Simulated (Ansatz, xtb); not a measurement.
**Two isomers of C4H11OP**

Structure a: `CC(C)[P@H](C)=O`, a singlet. Structure b: `CCC[P@H](C)=O`, a singlet. Both are isolated molecules in the gas phase, relaxed with PBE-D3(BJ)/def2-SVP; each stands in its lowest conformer found.

a (Å):

```xyz
17

C    -1.2019    0.7546   -1.0645
C     0.1102    1.0214   -0.3227
C     0.3494    0.0917    0.8722
C     1.5587   -0.5927   -2.3463
O     2.9032    1.2805   -0.7142
P     1.5995    0.9952   -1.4288
H    -1.3206    1.4070   -1.9546
H    -2.0707    0.9408   -0.4000
H    -1.2698   -0.3002   -1.4026
H     0.1164    2.0726    0.0449
H     0.3265   -0.9754    0.5659
H    -0.4354    0.2317    1.6435
H     1.3367    0.2963    1.3311
H     1.2137    1.9388   -2.4576
H     1.6647   -1.4302   -1.6292
H     2.4272   -0.6113   -3.0327
H     0.6244   -0.7138   -2.9290
```

b (Å):

```tsv
atom	x (Å)	y (Å)	z (Å)
C	0.7796	1.7652	0.2040
C	-0.1038	0.5500	-0.0795
C	0.2777	-0.1840	-1.3703
C	-0.3168	-2.2511	-3.3428
O	-2.3654	-1.1068	-1.7492
P	-0.9122	-1.5288	-1.7683
H	0.4768	2.2748	1.1408
H	0.7152	2.5090	-0.6174
H	1.8469	1.4780	0.3080
H	-0.0530	-0.1605	0.7751
H	-1.1697	0.8516	-0.1580
H	1.3042	-0.6105	-1.3201
H	0.2554	0.5147	-2.2360
H	-0.5459	-2.5540	-0.8127
H	-0.9526	-3.1205	-3.5989
H	-0.4179	-1.4932	-4.1446
H	0.7406	-2.5745	-3.2647
```

Quicker runs give these differences E(b) − E(a): GFN2-xTB +0.045 eV; HF/STO-3G −0.074 eV (at GFN2-xTB geometries); r2SCAN-D4/def2-SVP +0.021 eV (at GFN2-xTB geometries).

Question: Estimate E(b) − E(a) at the level CCSD(T)/def2-SVP + ΔMP2/def2-TZVPP.

Answer: Too close to call at this level: CCSD(T)/def2-SVP + ΔMP2/def2-TZVPP gives E(b) − E(a) = +0.013 eV.

The same difference at several levels:

```
                             level             geometry  E(b) − E(a) (eV)  departure from the last row (eV)  job, with rough time for the two
                          GFN2-xTB             GFN2-xTB              +0.045                            +0.032              optimisation, 0.15 s
                         HF/STO-3G             GFN2-xTB              −0.074                            −0.087              single point, 0.34 s
                r2SCAN-D4/def2-SVP             GFN2-xTB              +0.021                            +0.008               single point, 3.8 s
               PBE-D3(BJ)/def2-SVP  PBE-D3(BJ)/def2-SVP              +0.028                            +0.015                optimisation, 22 s
                       HF/def2-SVP  PBE-D3(BJ)/def2-SVP              −0.063                            −0.076           part of the CCSD(T) run
                      MP2/def2-SVP  PBE-D3(BJ)/def2-SVP              +0.031                            +0.019           part of the CCSD(T) run
                  CCSD(T)/def2-SVP  PBE-D3(BJ)/def2-SVP              +0.019                            +0.006                      single point
CCSD(T)/def2-SVP + ΔMP2/def2-TZVPP  PBE-D3(BJ)/def2-SVP              +0.013                                                  single point, 69 s
```

As drawn, both hold the same kinds of bond in the same numbers. Structure a has 3 methyl groups, b 2.

The largest departure from CCSD(T)/def2-SVP + ΔMP2/def2-TZVPP is that of HF/STO-3G, 0.087 eV. The last row adds to CCSD(T) the change of the MP2 difference between the two basis sets, here −0.006 eV.

With thermal terms from frequencies at re-optimised GFN2-xTB minima (ideal gas, soft modes damped towards free rotors, one conformer each, 298.15 K, 1 atm): on the last row, ΔE + ΔZPE = +0.019, ΔH = +0.017, ΔG = +0.003 eV.

The correlated steps freeze 10 core orbitals. Codes used: Ansatz 0.2.0, xtb 6.7.1; the last row on 4 threads of Arm Neoverse V1 on a shared host.

The two isomers are practically degenerate, and the sign of the gap depends on electron correlation. Both Hartree–Fock rows favour the straight propyl chain, while every other row leans slightly towards isopropyl. With the same bond types on both sides, what remains is the balance between crowding at the branched carbon and the attraction between groups attached to it. Branching brings more alkyl and phosphoryl fragments into close 1,3 contact, where medium-range correlation is stabilising; Hartree–Fock keeps the repulsion but misses this attraction. In def2-SVP, correlation at the CCSD(T) level moves the difference from −0.063 to +0.019 eV.

The branched preference is weaker than in simple alkanes, probably because phosphorus is bulky and electropositive: it leaves negative charge on the attached carbon, which an extra alkyl group does little to stabilise. Entropy narrows the gap further, as expected for the more flexible n-propyl chain, so the calculation supports no clear thermodynamic preference. Near-degeneracy also doesn't imply easy interconversion, which would require moving phosphorus from the central to a terminal carbon of the C3 chain, with a hydrogen shifting the other way.
